# The exact kinetic filter of Daubechies scaling functions

A Daubechies scaling function has no closed formula, yet its kinetic-energy matrix elements are rational numbers that follow from a small eigenvalue problem. I shall derive that problem, fix its normalisation, extract the convergence rate with its prefactor, and apply the result to a free-electron model of sodium. I use hartree atomic units, bohr and hartree, and quote energies in eV or meV. The Fourier convention is $\hat\phi(\xi)=\int\phi(x)e^{-i\xi x}dx$.

## Premises

1. $\phi$ is real, vanishes outside $[0,2m-1]$ and obeys
$$\phi(x)=\sqrt2\sum_{\mu=0}^{2m-1}h_\mu\,\phi(2x-\mu),\qquad \sum_\mu h_\mu=\sqrt2 .$$
2. The integer translates $\phi(x-j)$ are orthonormal.
3. The wavelet has $m$ vanishing moments and the filter has the minimal length $2m$. With $m_0(\omega)=2^{-1/2}\sum_\mu h_\mu e^{-i\mu\omega}$, Daubechies' construction of 1988 gives
$$P(\omega)\equiv|m_0(\omega)|^2=\cos^{2m}\frac\omega2\sum_{k=0}^{m-1}\binom{m-1+k}{k}\sin^{2k}\frac\omega2,\qquad P(\omega)+P(\omega+\pi)=1 .$$

Three consequences will be used. Transforming premise 1 gives $\hat\phi(\xi)=m_0(\xi/2)\hat\phi(\xi/2)$. Premise 2, written with Parseval's theorem and folded into one period, says that the weights $w_n(\theta)=|\hat\phi(\theta+2\pi n)|^2$ satisfy $\sum_n w_n=1$. Finally $m_0$ has a zero of order $m$ at odd multiples of $\pi$. For $n=2^l\times$odd, iterating the first relation $l+1$ times produces the factor $m_0(\xi/2^{l+1})$, so $\hat\phi$ has a zero of order $m$ at every $2\pi n\neq0$. Then $w_0(0)=1$, and I choose the sign $\int\phi\,dx=1$, so that $w_0(\theta)=\prod_{j\ge1}P(\theta/2^j)$.

On a grid of spacing $h$, not to be confused with the filter $h_\mu$, the basis is $\phi_j(x)=h^{-1/2}\phi(x/h-j)$. The kinetic matrix is $K_{jl}=\tfrac12\int\phi_j'\phi_l'\,dx=-a_{l-j}/2h^2$, with
$$a_j=\int\phi(x)\,\phi''(x-j)\,dx\equiv-\int\phi'(x)\,\phi'(x-j)\,dx .$$
Shifting $x$ by $j$ shows $a_{-j}=a_j$, and the support gives $a_j=0$ for $|j|\ge 2m-1$.

**Question.** *For small $m$ the function has no second derivative. What does the first integral mean?*

It is defined by the second, so only a square-integrable $\phi'$ is needed. Step 3 gives the test for that; for now I assume it.

## Step 1: the recursion

Differentiate premise 1: $\phi'(x)=2\sqrt2\sum_\mu h_\mu\phi'(2x-\mu)$. Insert this for both factors:
$$a_j=-8\sum_{\mu\nu}h_\mu h_\nu\int\phi'(2x-\mu)\,\phi'(2x-2j-\nu)\,dx .$$
Put $y=2x-\mu$, $dx=dy/2$. The second argument becomes $y-(2j+\nu-\mu)$, hence
$$\boxed{a_j=4\sum_{\mu\nu}h_\mu h_\nu\,a_{2j+\nu-\mu}}$$
The 4 is $(\sqrt2)^2$ from the refinement, times $2^2$ from two derivatives, times $\tfrac12$ from the Jacobian.

Collect terms with $k=\nu-\mu$ through $p_k=\sum_\mu h_\mu h_{\mu+k}=p_{-k}$. Then $(Ta)_j=\sum_kp_k\,a_{2j+k}$ defines a matrix $T$, and $Ta=\tfrac14a$. Since $p_k=0$ for $|k|>2m-1$, $T$ maps even sequences with $|j|\le2m-2$ into themselves, a space of dimension $2m-1$. Also $P(\omega)=\tfrac12\sum_kp_ke^{ik\omega}$. The filter depends on $|m_0|^2$ alone, so extremal-phase and least-asymmetric functions of equal $m$ share it, and the $p_k$ are rational.

On a symbol $f(\theta)=\sum_ja_je^{ij\theta}$ the same operator reads
$$(Tf)(\theta)=P(\tfrac\theta2)f(\tfrac\theta2)+P(\tfrac\theta2+\pi)f(\tfrac\theta2+\pi),$$
because $Pf=\tfrac12\sum_{k,l}p_ka_le^{i(l-k)\omega}$, and adding the shifted copy doubles the terms with $l-k=2j$ and cancels the odd ones.

## Step 2: the normalisation

The recursion is homogeneous, so the scale must come from elsewhere. The function $\sum_j(x-j)^k\phi(x-j)$ has period 1, and its Fourier coefficients are $i^k\hat\phi^{(k)}(2\pi n)$. For $k<m$ these vanish when $n\ne0$, so the function is the constant $M_k=\int x^k\phi\,dx$, with $M_0=1$. For $m\ge3$ we may use $k=0,1,2$. Writing $j=x-(x-j)$,
$$q(x)=\sum_jj^2\phi(x-j)=x^2-2M_1x+M_2 .$$
On the support of $\phi$ the sum is finite, so
$$\sum_jj^2a_j=-\int\phi'q'\,dx=\int\phi\,q''\,dx,\qquad\text{that is}\qquad\boxed{\sum_jj^2a_j=2}$$

## Step 3: existence and uniqueness

Let $f$ be an even symbol. From $P(\omega+\pi)=O(\omega^{2m})$ and $P(\omega)=1-O(\omega^{2m})$ we get $(Tf)(0)=f(0)$ and $(Tf)''(0)=\tfrac14f''(0)$. The subspace $V$ with $f(0)=f''(0)=0$ is therefore invariant, and the spectrum of $T$ is $1$, $\tfrac14$ and the spectrum on $V$, whose radius I call $\rho$. The claim is that $\rho<\tfrac14$ settles everything.

*Uniqueness.* The eigenvalue $\tfrac14$ is then simple. Its eigenvector has $f(0)=0$, since $f(0)=\tfrac14f(0)$, and it is not in $V$, so $f''(0)=-\sum_jj^2a_j\neq0$ and Step 2 fixes it.

*Existence.* Take $g=\sin^4(\theta/2)$, which lies in $V$. Folding the interval once per level gives
$$\int_{|\xi|\le2^N\pi}g(\xi/2^N)\prod_{j=1}^NP(\xi/2^j)\,d\xi=\int_{-\pi}^{\pi}(T^Ng)(\theta)\,d\theta .$$
To see one fold, set $\xi=2^{N-1}\eta$. The factors with $j<N$ have period $2\pi$ in $\eta$, and summing $g(\eta/2)P(\eta/2)$ over the two halves of $|\eta|\le2\pi$ gives $(Tg)(\eta)$, which is the same integral with $N-1$ and $Tg$. The right side decays as $\rho^N$ up to powers of $N$. On the shell $2^{N-1}\pi\le|\xi|\le2^N\pi$ we have $g\ge\tfrac14$, and $|\hat\phi(\xi)|^2=|\hat\phi(\xi/2^N)|^2\prod_jP\le\prod_jP$ because no weight exceeds 1. The shell thus contributes at most of order $(4\rho)^N$ to $\int\xi^2|\hat\phi|^2d\xi$. The sum over shells converges, and $\phi'$ is square-integrable.

Take $m=3$. Expanding $P$ gives $p_0=1$, $p_1=\frac{150}{256}$, $p_3=-\frac{25}{256}$, $p_5=\frac3{256}$, and zero for the other even $k$. On $(a_0,\dots,a_4)$,
$$T=\frac1{256}\begin{pmatrix}256&300&0&-50&0\\0&125&256&153&0\\0&-22&0&150&256\\0&3&0&-25&0\\0&0&0&3&0\end{pmatrix},$$
with eigenvalues $1,\tfrac14,\tfrac9{64},\tfrac1{16},-\tfrac1{16}$. So $4\rho=\tfrac9{16}<1$. Now solve $256\,Ta=64a$. The fourth row gives $89a_3=3a_1$, the fifth $64a_4=3a_3$, the third $64a_2=-22a_1+150a_3+256a_4$ and the first $192a_0=-300a_1+50a_3$. With the normalisation,
$$a_0=-\tfrac{295}{56},\quad a_1=\tfrac{356}{105},\quad a_2=-\tfrac{92}{105},\quad a_3=\tfrac4{35},\quad a_4=\tfrac3{560}.$$

**Question.** *What happens for $m=2$, the four-tap filter?*

There $p_1=\tfrac9{16}$, $p_3=-\tfrac1{16}$, and the characteristic polynomial is $(\lambda-1)(\lambda-\tfrac14)^2$, so $\rho=\tfrac14$. The only eigenvector for $\tfrac14$ is $(a_0,a_1,a_2)\propto(-6,4,-1)$, and $\sum_jj^2a_j\propto2(4-4)=0$. Were $\phi'$ square-integrable, the filter would be a multiple of this vector with $a_0<0$. Its symbol, proportional to $\sin^4(\theta/2)$, would then violate the bound $\varepsilon\ge\theta^2$ of the next step at small $\theta$. The kinetic energy of that basis is infinite.

## Step 4: the symbol is a variational dispersion

By Parseval, $a_j=-\frac1{2\pi}\int\xi^2|\hat\phi|^2e^{ij\xi}d\xi$. Folding into $[-\pi,\pi]$ identifies the Fourier series
$$\varepsilon(\theta)\equiv-a_0-2\sum_{j\ge1}a_j\cos j\theta=\sum_n(\theta+2\pi n)^2w_n(\theta).$$
The matrix $K$ is a convolution, so $c_j=e^{ikhj}$ is an eigenvector with eigenvalue $E_h(k)=\varepsilon(kh)/2h^2$, and the overlap matrix is the identity. The corresponding function is $\sum_je^{i\theta j}\phi(x-j)=\sum_n\hat\phi(\theta+2\pi n)e^{i(\theta+2\pi n)x}$ in grid units, a plane wave with its aliases. With $\sum_nw_n=1$,
$$\varepsilon(\theta)-\theta^2=\sum_{n\ne0}\big[(\theta+2\pi n)^2-\theta^2\big]w_n(\theta)\ge0,\qquad|\theta|\le\pi .$$
The discrete band lies above the exact parabola throughout the first zone of the grid.

## Step 5: rate and prefactor

The symbol obeys $\varepsilon=4T\varepsilon$. With $P(\omega+\pi)=1-P(\omega)$,
$$\varepsilon(\theta)=4\varepsilon(\tfrac\theta2)+4\big[1-P(\tfrac\theta2)\big]\big[\varepsilon(\tfrac\theta2+\pi)-\varepsilon(\tfrac\theta2)\big].$$
Replacing $\omega$ by $\omega+\pi$ exchanges sine and cosine in premise 3, so $1-P(\omega)=B(\omega/2)^{2m}+O(\omega^{2m+2})$ with $B=\sum_{k<m}\binom{m-1+k}k=\binom{2m-1}m$. The last bracket is $\varepsilon(\pi)+O(\theta^2)$, because $\varepsilon$ is even about $\pi$ and vanishes at 0. Write $\varepsilon=\sum_nd_n\theta^n$ and compare powers. For $n<2m$, $d_n=2^{2-n}d_n$, so $d_n=0$ unless $n=2$, and $d_2=\tfrac12\sum_jj^2a_j=1$. For $n=2m$, $d_{2m}(1-4^{1-m})=4^{1-2m}B\,\varepsilon(\pi)$. Therefore
$$\varepsilon(\theta)=\theta^2+c_m\theta^{2m}+O(\theta^{2m+2}),\qquad c_m=\binom{2m-1}m\frac{\varepsilon(\pi)}{4^m\,(4^{m-1}-1)},$$
$$\boxed{E_h(k)-\tfrac12k^2=\tfrac12c_m\,k^{2m}h^{2m-2}+O(h^{2m})}$$
For $m=3$, $B=10$ and $\varepsilon(\pi)=\frac{1472}{105}=14.02$, above $\pi^2=9.87$ as Step 4 demands. Then $c_3=\frac{46}{315}=0.146$. The direct expansion of the cosines gives $\varepsilon=\theta^2+\frac{46}{315}\theta^6-\frac{11}{252}\theta^8+\dots$, with the same coefficient.

**Question.** *The alias weights are of order $h^{2m}$. Where do two powers go?*

Each alias carries a kinetic energy of order $(2\pi n/h)^2/2$. A weight $h^{2m}$ times an energy $h^{-2}$ gives $h^{2m-2}$.

**Question.** *A five-point finite difference is also fourth order, and cheaper than your nine points.*

Yes. Its symbol $(30-32\cos\theta+2\cos2\theta)/12$ equals $\theta^2-\theta^6/90+\dots$, a coefficient 13 times smaller than $c_3$, and negative. As a stencil alone the $m=3$ filter is the less accurate one. What it offers is an upper bound and an orthonormal basis that can be refined locally with wavelets.

## Step 6: beyond plane waves

Let $H=-\tfrac12\partial_x^2+U$ with bounded $U$ and exact matrix elements of $U$, and let the normalised ground state $\psi$, of energy $E$, have $m$ square-integrable derivatives. For any $\chi=\psi-\delta$ in the basis space, $(H-E)\psi=0$ gives $\langle\chi|H-E|\chi\rangle=\langle\delta|H-E|\delta\rangle$, so by Rayleigh–Ritz
$$0\le E_h-E\le\frac{\tfrac12\|\delta'\|^2+\sup|U-E|\,\|\delta\|^2}{\|\chi\|^2}.$$
Choose $\chi$ as the projection of the part of $\psi$ with $|k|<\pi/h$. A component $e^{ikx}$ projects onto $\overline{\hat\phi(\theta)}$ times the alias sum of Step 4, with $\theta=kh$, and different $k$ in the zone have disjoint aliases. The residual has amplitude $1-w_0$ at $n=0$ and squared amplitude $w_0w_n$ elsewhere. Its squared norm is $1-w_0\le\sum_j[1-P(\theta/2^j)]=O(\theta^{2m})$. Its squared derivative norm is
$$h^{-2}\big[\theta^2(1-w_0)^2+w_0(\varepsilon-\theta^2w_0)\big]=c_mk^{2m}h^{2m-2}+O(h^{2m}).$$
The discarded tail has squared derivative norm below $(h/\pi)^{2m-2}\int_{|k|>\pi/h}k^{2m}|\hat\psi|^2dk/2\pi=o(h^{2m-2})$. Integrating over $k$,
$$0\le E_h-E\le\tfrac12c_m\,h^{2m-2}\,\|\psi^{(m)}\|^2\,[1+o(1)].$$
In three dimensions the basis is the tensor product. Orthonormality makes the kinetic matrix a sum of three one-dimensional filters, so $E_h(\mathbf k)=\sum_\alpha\varepsilon(k_\alpha h)/2h^2$, and $\|\psi^{(m)}\|^2$ becomes $\sum_\alpha\|\partial_\alpha^m\psi\|^2$.

## Range of validity

- The filter exists and is unique when $\rho<\tfrac14$. This holds for $m=3$ as shown and fails for $m=2$. For larger $m$ it is known to hold, and the same small matrix tests it.
- The bound $\varepsilon\ge\theta^2$ needs $|k_\alpha|h\le\pi$. The power law needs much less: for $m=3$ the next term is $-0.30\,\theta^2$ relative to the leading one.
- The rate needs $m$ square-integrable derivatives, hence a smooth pseudopotential. A nuclear cusp gives $\hat\psi\sim k^{-4}$ in three dimensions, the kinetic energy beyond $\pi/h$ scales as $\int k^{-4}dk\sim h^3$, and no $m$ improves on that with a uniform grid.
- The upper bound needs exact potential matrix elements. Quadrature adds an error of either sign.

## Illustration: a free-electron model of Na

The model has one electron per atom, no potential, and a typical density parameter $r_s\approx3.93$ bohr as its input. Then $k_F=(9\pi/4)^{1/3}/r_s=0.4883$ bohr$^{-1}$ and $E_F=k_F^2/2=0.1192$ hartree $=3.24$ eV. The table gives $\Delta E=E_h-\tfrac12k^2$ at $\mathbf k=(k_F,0,0)$, along a grid axis, for $m=3$.

| $h$ (bohr) | $\theta=k_Fh$ | $\Delta E$, full symbol (meV) | leading term (meV) |
|---|---|---|---|
| 2.0 | 0.977 | 324 | 431 |
| 1.0 | 0.488 | 25.1 | 26.9 |
| 0.5 | 0.244 | 1.65 | 1.68 |

Halving $h$ lowers the error by 12.9 and then 15.2, on the way to $2^4=16$.

The grid also breaks isotropy. The leading term is proportional to $k_x^6+k_y^6+k_z^6$, which along the body diagonal is $\tfrac19$ of its value along an axis. At $h=1$ bohr the full symbol gives 2.92 meV there, against 25.1 meV.

For the energy per electron, average over the Fermi sphere, where $u=k_x/k_F$ has the density $\tfrac34(1-u^2)$ on $[-1,1]$. This gives $3\langle u^6\rangle=\tfrac17$, a leading term $c_3h^4k_F^6/14=3.85$ meV at $h=1$ bohr, and 3.68 meV from the full symbol. Letting the Fermi surface relax at fixed volume lowers this at second order by $\tfrac12(3/2E_F)$ times the variance of $\Delta E$ over the surface, $3/2E_F$ being the density of states per electron. For the leading term the variance is $0.0571\times(26.9\ \text{meV})^2$, and the lowering is 0.01 meV. The model's discretisation error is thus 3.7 meV per electron, 0.19 per cent of the mean kinetic energy $\tfrac35E_F=1.95$ eV.

**Question.** *The crystal potential of Na is weak. Can we carry these numbers over to a real calculation?*

Not without a check, because the error weights each Fourier component by its wave vector to the power $2m$. For the bcc lattice, $a=(8\pi/3)^{1/3}r_s=7.98$ bohr and $g=2\pi/a=0.787$ bohr$^{-1}$. Align the grid with the cube axes and take an illustrative matrix element $|U_{110}|=0.01$ hartree, of the order typical for Na, for the twelve vectors $\mathbf G$ of type $g(1,1,0)$. First-order perturbation theory gives the state at $(k_F,0,0)$ admixtures of weight $W_{\mathbf G}=|U_{110}|^2/D^2$, with $D=g^2+k_FG_x$. This is 1.004, 0.620 and 0.235 hartree for the groups of four vectors with $G_x=g,0,-g$. By the estimate of Step 6 the leading error changes by the fraction
$$R_m=\sum_{\mathbf G}W_{\mathbf G}\Big[\sum_\alpha\frac{(k+G)_\alpha^{2m}}{k_F^{2m}}-1\Big],$$
where the $-1$ is the weight lost by the main wave. The result is $R_3=0.29$, so for $m=3$ this shell raises the error at that point by about three tenths. For $m=8$, a typical production choice with rate $h^{14}$, $R_8=1.9\times10^3$, nearly all of it from the component $k_F+g=2.61\,k_F$. At high order the error is set by the hardest Fourier components of the orbitals and the free-electron part is negligible. The 25.1 meV and 3.7 meV belong to the free-electron model at $m=3$ and $h=1$ bohr, and the grid for an actual Na calculation has to be chosen from its pseudopotential.